**Question**

I have Hartree-Fock results, non-relativistic and Dirac, for ions that share 63 electrons.

Ions with 63 electrons, computed with B-spline radial code 1 at the basis-set limit: non-relativistic Hartree-Fock with a point nucleus and Dirac-Coulomb Hartree-Fock with a Fermi nucleus, both averaged over the nl configuration. σ_dia = α² Σ<1/r>/3 (Lamb formula) and χ_dia = −0.79199 Σ<r²> (Langevin term, r in bohr), summed over all electrons.

```csv
species,Z,charge (e),configuration,"σ_dia (Lamb), non-rel. (ppm)","σ_dia (Lamb), Dirac (ppm)",σ_dia (Lamb): Dirac/non-rel. − 1 (%),"χ_dia, non-rel. (10⁻⁶ cm³/mol)","χ_dia, Dirac (10⁻⁶ cm³/mol)",χ_dia: Dirac/non-rel. − 1 (%),"share of the highest-n shell in Σ<r²>, non-rel. (%)"
Hf9+,72,9,[Kr] 4d10 4f13 5s2 5p2,8312,9165,10.27,-14.61,-14.16,-3.05,33.7
Ta10+,73,10,[Kr] 4d10 4f13 5s2 5p2,8457,9355,10.62,-13.62,-13.17,-3.26,33.5
W11+,74,11,[Kr] 4d10 4f13 5s2 5p2,8603,9547,10.98,-12.75,-12.30,-3.46,33.3
Re12+,75,12,[Kr] 4d10 4f13 5s2 5p2,8748,9741,11.35,-11.97,-11.53,-3.65,33.1
Os13+,76,13,[Kr] 4d10 4f13 5s2 5p2,8893,9936,11.73,-11.27,-10.84,-3.83,32.9
Ir14+,77,14,[Kr] 4d10 4f14 5s2 5p1,9046,10140,12.09,-10.16,-9.783,-3.67,25.8
Pt15+,78,15,[Kr] 4d10 4f14 5s2 5p1,9192,10340,12.50,-9.607,-9.237,-3.86,25.7
Au16+,79,16,[Kr] 4d10 4f14 5s2 5p1,9337,10540,12.91,-9.108,-8.740,-4.04,25.6
Hg17+,80,17,[Kr] 4d10 4f14 5s2 5p1,9482,10750,13.34,-8.651,-8.286,-4.22,25.4
```

Both quantities are simple averages over the same density, so why does σ_dia climb by nearly equal steps while χ_dia shrinks quickly at first and then more slowly? Why does relativity push them in opposite directions, and by such different amounts? And what happens between Os13+ and Ir14+: is that where 4f drops below 5p?

**Answer**

The two columns weigh different parts of the ion. σ_dia, the diamagnetic shielding of the nucleus, is α²/3 = 17.750 ppm·bohr times Σ<1/r> over all electrons, α being the fine-structure constant. χ_dia, the Langevin susceptibility, is proportional to −Σ<r²>. In the non-relativistic orbitals of Ta10+, the shells n = 1, 2 and 3 carry 30, 29 and 24% of Σ<1/r>, and n = 5 carries 1%. For Σ<r²> the weight lies outside: n = 4 holds 61% (4f alone 30%) and n = 5 holds 33.5%. That last figure is the share column, which counts only 5s and 5p.

*Why σ_dia is nearly linear*

The Hellmann–Feynman theorem, valid for Hartree-Fock at the basis limit, gives Σ<1/r> = −dE/dZ, and the non-relativistic total energies obey it to 0.004 in about 500 bohr⁻¹. At fixed configuration the energy expands as E = −½Z² Σ N/n² + E₁Z + E₂ + E₃/Z + …, where N is the number of electrons in shell n. Differentiating, Σ<1/r> = Z Σ N/n² − E₁ + small terms. Screening, through E₁, shifts the line, but the slope is electron counting. A full shell has 2n² electrons and contributes exactly 2. For 4f13 5s2 5p2:

Σ N/n² = 2 + 2 + 2 + 31/16 + 4/25 = 8.0975, and 8.0975 × 17.750 = 143.7 ppm per proton.

Nothing is fitted in this estimate. A straight line through Hf9+ to Os13+ has slope 145.3, which is 1.1% above the count; for Ir14+ to Hg17+ the excess is 0.8%. The orbitals show where it comes from. Between Ta10+ and Os13+ the 4f <1/r> goes from 2.146 to 2.377 bohr⁻¹, or 0.077 per proton against the hydrogenic 1/16 = 0.0625. Thirteen such electrons more than cover the excess, and shells that lag slightly behind 1/n², such as 3p and 4p, take part of it back. Within each configuration the steps drift down towards the count, as the higher terms of the expansion should make them do.

*Why χ_dia falls steeply and curves*

A hydrogenic orbital has <r²> = n²[5n² + 1 − 3l(l+1)]/(2Z_eff²), with Z_eff the screened charge. For 4f the numerator over 2 is 16 × 45/2 = 360, so the Ta10+ value of 0.394 bohr² means Z_eff = √(360/0.394) = 30.2, against a nuclear charge of 73. One more proton is 1.4% of Z but 3.3% of this Z_eff, and <r²> responds with twice that. The shells that dominate χ_dia have Z_eff between 30 and 48, and so |χ_dia| loses 41% from Hf9+ to Hg17+ (a small part of it through the change of configuration at Ir14+) while σ_dia gains 14%. The inverse square also gives the curvature, since each added proton is a smaller fraction of a growing Z_eff.

Freezing the screening of every shell at its Ta10+ value and adding one unit per proton predicts the other rows without adjustment, but it contracts too slowly: |χ| comes out 2.6% too large at Os13+. For 4f it gives 360/33.2², about 0.33 bohr², where the calculation has 0.31. The Ta and Os orbitals put the growth of Z_eff per proton at 1.32 for 4f, 1.20 for 5p and 1.00 for 4d. A likely reading is that 4f is still collapsing into the n = 4 region and sheds screening as it goes, and its mean radius does close in on that of 4d (0.572 and 0.521 bohr in Ta10+, 0.509 and 0.485 in Os13+). Moments of single closed orbitals depend on how orbitals of equal l are mixed, which does not touch 4f, the only f shell. Letting each Z_eff run linearly through the Ta and Os values matches W11+ and Re12+ within 0.06%, but that is interpolation between anchors; one step outside, at Hf9+, the error is 0.2%.

*The step from Os13+ to Ir14+*

The configuration column changes here: one electron is moved from 5p to 4f. In Os13+ a 5p electron has <r²> = 1.229 bohr² and a 4f electron 0.308, so the move removes much of one large contribution. The share follows by counting. In Os13+, n = 5 gives 2 × 1.114 + 2 × 1.229 = 4.69 of 14.23 bohr², the tabulated 32.9%; after the swap it is 3.46 of 13.31, or 26.0%, close to the 25.8% of Ir14+.

The totals move less than a swap of frozen orbitals predicts. Of the 1.11 step in χ_dia, 0.64 is the smooth continuation and 0.47 is extra, against 0.68 for frozen orbitals. In σ_dia the frozen swap is (2.377 − 1.251) × 17.750 = 20.0 ppm, while the lines of the two configurations are offset by only 7.7 ppm, their slopes being nearly the same. The shortfalls are numbers; the cause is argued. The new 4f electron sits inside 5s and 5p and among the n = 4 electrons, screens them better than a 5p electron did, and they expand a little. The frozen linear model accordingly leaves |χ| about 2% too small in each row from Ir14+ on. Fixed screening looks better at Ir14+ than at Os13+ only because its two errors have opposite signs.

The σ offset also has an energy meaning. By Hellmann–Feynman it is the rate at which the gap between the two configurations changes with Z: 7.7/17.750 = 0.43 hartree, about 12 eV per proton in favour of 4f14. In orbital energy 4f lies below 5p already in Ta10+, so the break is not where that order changes; the distance between the two grows by 0.405 hartree per proton from Ta to Os, which fits the offset.

The break is nevertheless not the crossing of these models. Extrapolating the non-relativistic energies of Ir14+ to Hg17+ back one step puts 4f14 5s2 5p1 about 43 eV below the listed configuration already at Os13+. The non-relativistic ionisation runs of W11+, Re12+ and Os13+ warn that more than the removed electron changes, and the ion reached from Os13+ is 4f14 5s2. Running the gap back to zero lands near Z = 72, a long extrapolation that should not be trusted to a unit. At Ir14+ the extrapolated gap is 55 eV without relativity. With Dirac it is smaller, the direction expected when 5p is stabilised and 4f destabilised. The ionisation energies size it within one nucleus, taking the ion reached to be 4f14 5s2 as in the non-relativistic Os13+ run: the Dirac 5p ionisation energies of Ir14+ to Hg17+ extrapolate to 276.4 eV at Os13+, against 251.0 eV from the listed configuration. That gives a gap of about 25 eV at Os13+, 16 eV at Re12+ and 8 eV at W11+, which continues to about 35 eV at Ir14+ and to zero near Z = 73. The 39 eV printed in the output extrapolates Dirac total energies and is a few eV too large, probably because the nuclear radii change irregularly along the row. The listed configurations are NIST's assignments of ground levels, whereas these runs average over the configuration and lack correlation. Averaging matters: 5p1/2 lies 14.16 − 13.32 = 0.84 hartree below 5p3/2 in Au16+, and the lowest level of 5p2 can put both electrons there, which favours the 4f13 arrangement. Each electron placed in 5p1/2 gains two-thirds of that splitting over the average, and 5p1 gains it once too, so the net advantage is about 0.56 hartree, or 15 eV, with the Au16+ splitting and less in the lighter ions. That covers the Dirac gap at W11+ but not at Os13+; whether term splitting and correlation supply the rest these runs cannot decide.

*Relativity in σ_dia*

The two percentage columns are 100 × (Dirac/non-relativistic − 1). For a Dirac 1s electron at a point nucleus, <1/r> = Z/γ with γ = √(1 − (Zα)²). Take Au16+, which anchors nothing, with the 1s screening of Ta10+, so Z_eff = 72.45 + 6 = 78.45. Then Z_eff α = 78.45/137.04 = 0.5725, γ = 0.8199 and <1/r> = 95.68 bohr⁻¹. The two electrons add 2 × (95.68 − 78.45) × 17.750 = 612 ppm, half of the 1205 ppm shift. The Dirac run also has 95.68, but four-figure agreement is probably partly luck, because the finite nucleus of that run lowers <1/r> and the estimate ignores it.

Against non-relativistic orbitals extrapolated from Ta and Os, n = 2 supplies 33% of the Au16+ shift and n = 3 12%. That extrapolation comes from the other configuration and overshoots the total by 14 ppm, enough to blur the n = 4 and 5 parts only. Summed over all shells, the screened model is 7 to 8% too small in every row and bare charges are 22 to 24% too large. The screened deficit in Au16+ sits in n = 2 and 3 (364 against 400 ppm, 115 against 146), as expected if s and p1/2 electrons pick up their correction near the nucleus, where they see more than their average charge.

The percentage outruns (Zα)². From Hf9+ to Hg17+ the shift grows by 1265/854 = 1.48, more than the 1.37 of the leading Z³ term because of 1/γ; dividing by the 1.14 of σ_dia itself leaves 1.30, against 1.23 for Z². Being an inner-shell effect, it barely registers the break: the step is 0.36 points there, between 0.38 and 0.41. The Dirac column is rounded to 10 ppm from Ir14+ on, so shifts are better taken from the percentages. It is the Lamb formula on a Dirac density, not the full relativistic shielding.

*Relativity in χ_dia*

Relativity contracts s and p1/2 orbitals directly, and the tighter core screens the high-l shells. Here the shell pushed outward is 4f, while 4d hardly changes: its j-averaged Dirac <r²> in Au16+ is 0.237 bohr², the same as the non-relativistic extrapolation 504/46.1² = 0.237. The net result is a smaller |χ_dia| in every row. In absolute terms the reduction hardly moves, 0.446 to 0.432 from Hf9+ to Os13+ and 0.373 to 0.365 from Ir14+ to Hg17+, so the percentage rises as χ_dia shrinks, roughly as Z⁴. My guess for a growth so much faster than (Zα)² is that the opposing expansion of 4f, being a screening effect, fades as the ionic charge rises.

At Ir14+ the correction falls back from −3.83 to −3.67%. The reduction is 0.052 below the trend of the earlier rows, or 0.066 bohr², about 6% of the <r²> of one 5p electron. Losing a contracted 5p electron and gaining an expanded 4f one has this sign and a plausible size, but the orbital radii used here belong to different ions for the two Hamiltonians and cannot divide it between the shells. The average also spreads the 5p electron over 5p1/2 and 5p3/2 (0.892 and 1.003 bohr² in Au16+), so a pure 5p1/2 level would be slightly more compact. These are open-shell ions, and for any level with a magnetic moment the paramagnetic term left out here would dominate a real susceptibility.

For a neighbouring ion, the rule is that a proton at fixed configuration adds close to 17.75 Σ N/n² ppm to the non-relativistic σ_dia and cuts each <r²> by somewhat more than 2/Z_eff where the shell is 4f or n = 5, while the one change of configuration seen here, 5p to 4f, gives a single offset smaller than the frozen orbitals suggest. The row-by-row errors are in the output below.

The analysis program printed:

```
alpha^2/3=17.750 ppm bohr; max|k*(-Ven/Z)-sigma_nr|=0.48 ppm (rounding 0.5)
Hellmann-Feynman: max|-dE/dZ - sum<1/r>|=0.004 of ~501 1/bohr
sigma_nr steps ppm [145. 146. 145. 145. 153. 146. 145. 145.] ; finer [145.6 145.4 145.2 145.1 153.  145.4 145.3 145.2]
A=4f13 5p2: slope 145.32 ppm/Z, sum N/n^2=8.0975 -> 143.73, excess 1.11%, max line resid 0.17 ppm
B=4f14 5p1: slope 145.26 ppm/Z, sum N/n^2=8.1200 -> 144.13, excess 0.78%, max line resid 0.05 ppm
sigma offset B-A at Os 7.7 ppm; frozen 5p->4f swap 20.0 (kept 39%); drift of e5p-e4f 0.405 Eh/Z -> 7.2 ppm
E(B)-E(A) nr at Os (B extrapolated) -43 eV; slope -12 eV/Z; rough zero near Z=72 (long extrapolation)
E(B)-E(A) at Ir (A cubic extrapolated): nr -55 eV, Dirac -39 eV
Ta % by n=1..5: 1/r [30.4 28.5 24.3 15.8  1. ]  r2 [ 0.   0.3  4.9 61.3 33.5] 4f 29.8
Os % by n=1..5: 1/r [30.1 28.3 24.3 16.2  1. ]  r2 [ 0.   0.4  5.3 61.4 32.9] 4f 28.1
4s 4p 4d 4f 5s 5p Zeff(r2) Ta [48.4 45.6 40.1 30.2 34.1 31.3]  dZeff/dZ [0.94 0.95 1.   1.32 1.17 1.2 ]
ion chi_nr | err% fixed screening (Ta) | err% Zeff linear Ta-Os | outer share model/table | rounding floor %
Hf9+   -14.61  -1.24  -0.21  33.7/33.7 0.034
Ta10+  -13.62  -0.01  -0.01  33.5/33.5 0.037
W11+   -12.75   0.99   0.04  33.3/33.3 0.039
Re12+  -11.97   1.87   0.06  33.1/33.1 0.042
Os13+  -11.27   2.63   0.02  32.9/32.9 0.044
Ir14+  -10.16   1.18  -2.09  25.8/25.8 0.049
Pt15+   -9.61   1.82  -2.10  25.7/25.7 0.005
Au16+   -9.11   2.33  -2.19  25.5/25.6 0.005
Hg17+   -8.65   2.78  -2.29  25.4/25.4 0.006
chi_nr steps (1e-6 cm3/mol) [0.99 0.87 0.78 0.7  1.11 0.55 0.5  0.46] ; exponent in Z: A -4.80, B -4.21
Ir: smooth A value -10.63, extra drop in |chi| 0.47, frozen swap 0.68 (kept 69%)
total change Hf->Hg: sigma_nr 14.1%, |chi_nr| -40.8%
ion dsigma_rel ppm | bare err% | screened err% | sigma%/(Za)^2 | d|chi|_rel drop | chi%/(Za)^2
Hf9+     854   24.3   -7.5   37.2  0.446  -11.0
Ta10+    898   23.9   -7.4   37.4  0.444  -11.5
W11+     945   23.6   -7.4   37.7  0.441  -11.9
Re12+    993   23.3   -7.4   37.9  0.437  -12.2
Os13+   1043   23.0   -7.4   38.1  0.432  -12.5
Ir14+   1094   22.7   -7.2   38.3  0.373  -11.6
Pt15+   1149   22.3   -7.2   38.6  0.371  -11.9
Au16+   1205   22.1   -7.2   38.8  0.368  -12.2
Hg17+   1265   21.8   -7.2   39.1  0.365  -12.4
exponent in Z: sigma% A 2.46 B 2.57; chi% A 4.21 B 3.65; abs dchi A -0.59 B -0.56
sigma% steps [0.35 0.36 0.37 0.38 0.36 0.41 0.41 0.43]
chi% steps [-0.21 -0.2  -0.19 -0.18  0.16 -0.19 -0.18 -0.18]
Au dsigma by n=1..5 ppm (nr extrapolated from A) [612. 400. 146.  27.   7.]  % of table shift [51. 33. 12.  2.  1.]
Au closure: Dirac sum 10542 vs 10542; extrapolated nr sum 9351 vs 9337 ppm; 1s <1/r> 95.68 vs 78.45
Au screened-model dsigma by n ppm [612. 364. 115.  27.   2.]
Ir: relativistic drop of |chi| smaller than A trend by 0.052 = 0.066 bohr^2 = 6% of one 5p <r2> (1.15)
```
